**Ethynyl radicals: σ or π character from g shifts and ¹³C hyperfine couplings**

The table holds g shifts, spin populations and hyperfine couplings of the inner alkyne carbon for seven doublet radicals, computed with PySCF at the unrestricted B3LYP level (IGLO-III on C and F, pcH-1 on H, gas phase). The program compares the lowest g shift with a parameter-free Slater 2p mass correction, fits one-parameter McConnell-type relations to the four hydrocarbon π radicals, and runs Hückel, McLachlan and point-dipole estimates. The four hydrocarbon π radicals lie within 20 ppm of the −141 ppm estimate, while the two aryl σ radicals and the CF₂ radical fall far below it. Own spin and neighbour spin fit A iso about equally well (rms 1.0 and 1.4 MHz); the neighbour relation misses the CF₂ and meta σ rows by about 15 MHz. Hückel counting separates propargyl from cyclohexadienyl radicals but ties the two cyclohexadienyl isomers, which McLachlan densities separate only weakly unless bond alternation is assumed.

PySCF 2.14.0, B3LYP with density fitting, IGLO-III on C and F, pcH-1 on H, gas phase, PBE0-D3(BJ)/def2-SVP geometries. Doublet radicals with ethynyl on different carriers (SMILES, * marks the bond); the marked atom is the ethynyl carbon at that bond. g shifts are from the free-electron value (mean-field spin-orbit, GIAO), hyperfine couplings are for 13C, and spins are Mulliken populations.

## Numerical check

```python
# Table: g shifts and 13C hyperfine of the inner alkyne C in ethynyl-bearing doublet radicals,
# PySCF UKS B3LYP, IGLO-III (C,F)/pcH-1 (H). Tested: lowest g shift = Slater-2p mass correction,
# McConnell-type A fits, Hueckel/McLachlan topology, point dipole for the sigma radicals.
T = {
    'member': ['*C1=C[CH]CC=C1C=C', '*[C]1CC=CC=C1C=C', '*c1ccc[c]c1C=C', '*c1cc[c]cc1C=C', '*[CH]C', '*[C](F)F', '*[CH2]'],
    'formula': ['C10H9', 'C10H9', 'C10H7', 'C10H7', 'C4H5', 'C3HF2', 'C3H3'],
    'around': ['C C', 'C C', 'C C', 'C C', 'C H', 'F F', 'H H'],
    'bond': [1.407, 1.408, 1.427, 1.43, 1.375, 1.362, 1.371],  # Å
    'pg': ['Cs', 'C1', 'Cs', 'Cs', 'C1', 'C2v', 'C2v'],
    'angles': [175, 174, 179, 178, 179, 180, 180],  # °
    'g_iso': [347, 353, -30.0, -84.0, 399, 1210, 433],  # ppm
    'g_max': [670, 704, 775, 737, 821, 2220, 902],  # ppm
    'g_min': [-137, -136, -659, -795, -124, -348, -121],  # ppm
    's2': [0.789, 0.803, 0.759, 0.758, 0.77, 0.769, 0.771],
    'spin': [-0.17, -0.13, 0.0, 0.01, -0.24, -0.26, -0.24],  # e
    'a_iso': [-43.5, -35.3, 11.5, 4.3, -64.2, -75.3, -64.6],  # MHz
    'a_dip': [14.8, 11.6, 2.8, 0.7, 22.7, 22.4, 23.4],  # MHz
}
import numpy as np
from scipy import constants as c
v = {k: np.array(T[k], float) for k in ('bond','g_iso','g_max','g_min','s2','spin','a_iso','a_dip')}
A, sp = v['a_iso'], v['spin']
nm = ['chd-centre','chd-end','sig-meta','sig-para','CHMe','CF2','CH2']
HC, SG, PI = [0,1,4,6], [2,3], [0,1,4,5,6]
# typed from further outputs of the same runs: Mulliken spins and g parts (ppm)
rt = np.array([.327,.242,.020,-.017,.530,.560,.549]); rc = np.array([.521,.457,.060,-.040,.772,.671,.803])
rmc = np.array([-141.9,-140.6,-164.5,-163.1,-139.5,-217.1,-137.4])
ozl = np.array([-1.8,-5.4,-521.8,-661.6,6.6,-129.8,7.6])
ge = abs(c.value('electron g factor'))
sl = -c.alpha**2*ge*((6-2.75)/2)**2/2*1e6
print(f"Slater C2p mass correction {sl:.1f} ppm (no fit); g rounding 0.5 ppm")
for i in range(7):
    print(f"{nm[i]:10s} gmin-model {v['g_min'][i]-sl:6.0f} rmc {rmc[i]:5.0f} orb {ozl[i]:5.0f} span {v['g_max'][i]-v['g_min'][i]:5.0f} ppm; s2-.75 {v['s2'][i]-.75:.3f}")
def mcl(n, b, lam=1.2):  # lam: customary McLachlan value; atoms 0 terminal, 1 marked, 2 carrier
    H = np.zeros((n, n))
    for i, j, k in b: H[i, j] = H[j, i] = k
    x, U = np.linalg.eigh(H); x, U = x[::-1], U[:, ::-1]; m = n//2; s = U[:, m]**2; r = s.copy()
    for i in range(m):
        for j in range(m+1, n):
            w = U[:, i]*U[:, j]; r += lam*4*w*(w @ s)/(x[i]-x[j])
    return s, r
def topo(d):  # d: assumed alternation, end ring bonds 1+d, inner ring bonds 1-d
    e, n = 1+d, 1-d; t = [(0,1,1),(1,2,1)]
    return (mcl(9, t+[(2,3,n),(3,4,e),(2,5,n),(5,6,e),(5,7,1),(7,8,1)]),
            mcl(9, t+[(2,3,e),(3,4,n),(4,5,n),(5,6,e),(3,7,1),(7,8,1)]), mcl(3, t))
for d in (0, .1, .2):
    a, b, p = topo(d)
    print(f"d={d}: Hueckel neighbours cen/end/prop {a[0][0]+a[0][2]:.2f} {b[0][0]+b[0][2]:.2f} {p[0][0]+p[0][2]:.2f}; McL marked {a[1][1]:.3f} {b[1][1]:.3f} {p[1][1]:.3f}")
a, b, p = topo(0); mc = np.array([a[1][1], b[1][1], np.nan, np.nan, p[1][1], p[1][1], p[1][1]])
print("A = Q*x fitted on 4 hydrocarbon pi rows; residuals MHz, order:", ' '.join(nm))
for lab, x in (('own spin', sp), ('neighbours', rt+rc), ('McL d=0', mc)):
    Q = x[HC] @ A[HC]/(x[HC] @ x[HC]); r = A-Q*x
    print(f"{lab:10s} Q {Q:6.1f} MHz rms {np.sqrt(np.mean(r[HC]**2)):.1f}:", ' '.join(f"{y:.1f}" for y in r))
print(f"floors: A 0.05 MHz; spin rounding 0.005 = {0.005*np.mean(A[HC]/sp[HC]):.1f} MHz")
print("pi rows", [nm[i] for i in PI])
print(" neighbour spin", np.round((rt+rc)[PI], 2), " own/neighbour", np.round((sp/(rt+rc))[PI], 2))
print(" A/neighbour MHz", np.round((A/(rt+rc))[PI], 1), " dip/|own| MHz", np.round((v['a_dip']/abs(sp))[PI], 0))
s, k = np.polyfit(rt[HC], v['bond'][HC], 1)
print(f"bond = {k:.3f} {s:+.3f}*terminal spin (A); resid mA all rows", np.round(1e3*(v['bond']-k-s*rt), 0))
print("terminal H McConnell Q MHz (end,CF2,CH2; A_H from outputs)", np.round(np.array([-19.49,-45.28,-44.74])/rt[[1,5,6]], 1))
for i, j in ((0,1),(2,3),(4,6),(5,6),(0,6),(1,6)):
    print(f"{nm[i]}-{nm[j]}: dA {A[i]-A[j]:.1f} MHz, ratios A {A[i]/A[j]:.2f} dip {v['a_dip'][i]/v['a_dip'][j]:.2f} nb {(rt+rc)[i]/(rt+rc)[j]:.2f};"
          f" dgiso {v['g_iso'][i]-v['g_iso'][j]:.0f} dgmax {v['g_max'][i]-v['g_max'][j]:.0f} ppm, dbond {1e3*(v['bond'][i]-v['bond'][j]):.0f} mA")
P = c.mu_0/(4*np.pi)*ge*c.value('Bohr magneton')*1.4*c.value('nuclear magneton')/c.h/1e6*1e30  # g_N(13C)~1.4, rough recalled
for i, th in ((2, 120), (3, 180)):  # regular hexagon, rough radius 1.4 A
    R = 1.4+v['bond'][i]; r = np.sqrt(R*R+1.96-2*R*1.4*np.cos(np.radians(th)))
    print(f"{nm[i]}: r {r:.2f} A, point dipole {2*P/r**3:.2f} MHz, table/model {v['a_dip'][i]*r**3/(2*P):.1f}")
print("ring-H spin (outputs): meta row o/m/p 0.022 0.010 0.002; para row o/o/m 0.019 0.020 0.009")
print("pentadienyl spin end/centre/end (outputs): centre row .35 .52 .35; end row .46 .50 .37")
fF = 340/3500  # F dipolar from outputs / rough recalled atomic 2p value (MHz)
oz5, oz6 = np.mean([-129.8,1914.9,2381.5]), np.mean([7.6,617.0,1003.3])  # outputs
print(f"F p spin from dipolar ~{fF:.2f} each vs Mulliken 0.028; g_iso ratio CF2/CH2 {v['g_iso'][5]/v['g_iso'][6]:.2f}")
print(f"mean orbital part {oz5:.0f}/{oz6:.0f} ppm = {oz5/oz6:.1f}; crude zeta weighting (C 28, F 270 cm-1, rough) {(28*(1-2*fF)+270*2*fF)/28:.1f}")
assert all(A[PI] < 0) and all(A[SG] > 0)
assert all(abs(v['g_min'][HC]-sl) < 30) and all(v['g_min'][SG] < -500)
assert min(v['bond'][SG]) > max(v['bond'][[0,1]]) and min(v['bond'][[0,1]]) > max(v['bond'][[4,6]])
assert max(abs(A[[0,1]])) < min(abs(A[[4,6]]))
```

Printed output:

```
Slater C2p mass correction -140.8 ppm (no fit); g rounding 0.5 ppm
chd-centre gmin-model      4 rmc  -142 orb    -2 span   807 ppm; s2-.75 0.039
chd-end    gmin-model      5 rmc  -141 orb    -5 span   840 ppm; s2-.75 0.053
sig-meta   gmin-model   -518 rmc  -164 orb  -522 span  1434 ppm; s2-.75 0.009
sig-para   gmin-model   -654 rmc  -163 orb  -662 span  1532 ppm; s2-.75 0.008
CHMe       gmin-model     17 rmc  -140 orb     7 span   945 ppm; s2-.75 0.020
CF2        gmin-model   -207 rmc  -217 orb  -130 span  2568 ppm; s2-.75 0.019
CH2        gmin-model     20 rmc  -137 orb     8 span  1023 ppm; s2-.75 0.021
d=0: Hueckel neighbours cen/end/prop 0.50 0.50 1.00; McL marked -0.124 -0.120 -0.212
d=0.1: Hueckel neighbours cen/end/prop 0.60 0.45 1.00; McL marked -0.139 -0.112 -0.212
d=0.2: Hueckel neighbours cen/end/prop 0.69 0.38 1.00; McL marked -0.153 -0.102 -0.212
A = Q*x fitted on 4 hydrocarbon pi rows; residuals MHz, order: chd-centre chd-end sig-meta sig-para CHMe CF2 CH2
own spin   Q  266.4 MHz rms 1.0: 1.8 -0.7 11.5 1.6 -0.3 -6.0 -0.7
neighbours Q  -49.1 MHz rms 1.4: -1.8 -0.9 15.4 1.5 -0.2 -14.8 1.8
McL d=0    Q  308.5 MHz rms 2.9: -5.2 1.7 nan nan 1.2 -9.9 0.8
floors: A 0.05 MHz; spin rounding 0.005 = 1.3 MHz
pi rows ['chd-centre', 'chd-end', 'CHMe', 'CF2', 'CH2']
 neighbour spin [0.85 0.7  1.3  1.23 1.35]  own/neighbour [-0.2  -0.19 -0.18 -0.21 -0.18]
 A/neighbour MHz [-51.3 -50.5 -49.3 -61.2 -47.8]  dip/|own| MHz [87. 89. 95. 86. 98.]
bond = 1.443 -0.129*terminal spin (A); resid mA all rows [  6.  -4. -14. -16.  -0.  -9.  -2.]
terminal H McConnell Q MHz (end,CF2,CH2; A_H from outputs) [-80.5 -80.9 -81.5]
chd-centre-chd-end: dA -8.2 MHz, ratios A 1.23 dip 1.28 nb 1.21; dgiso -6 dgmax -34 ppm, dbond -1 mA
sig-meta-sig-para: dA 7.2 MHz, ratios A 2.67 dip 4.00 nb -1.40; dgiso 54 dgmax 38 ppm, dbond -3 mA
CHMe-CH2: dA 0.4 MHz, ratios A 0.99 dip 0.97 nb 0.96; dgiso -34 dgmax -81 ppm, dbond 4 mA
CF2-CH2: dA -10.7 MHz, ratios A 1.17 dip 0.96 nb 0.91; dgiso 777 dgmax 1318 ppm, dbond -9 mA
chd-centre-CH2: dA 21.1 MHz, ratios A 0.67 dip 0.63 nb 0.63; dgiso -86 dgmax -232 ppm, dbond 36 mA
chd-end-CH2: dA 29.3 MHz, ratios A 0.55 dip 0.50 nb 0.52; dgiso -80 dgmax -198 ppm, dbond 37 mA
sig-meta: r 3.73 A, point dipole 0.76 MHz, table/model 3.7
sig-para: r 4.23 A, point dipole 0.52 MHz, table/model 1.3
ring-H spin (outputs): meta row o/m/p 0.022 0.010 0.002; para row o/o/m 0.019 0.020 0.009
pentadienyl spin end/centre/end (outputs): centre row .35 .52 .35; end row .46 .50 .37
F p spin from dipolar ~0.10 each vs Mulliken 0.028; g_iso ratio CF2/CH2 2.79
mean orbital part 1389/543 ppm = 2.6; crude zeta weighting (C 28, F 270 cm-1, rough) 2.7
```
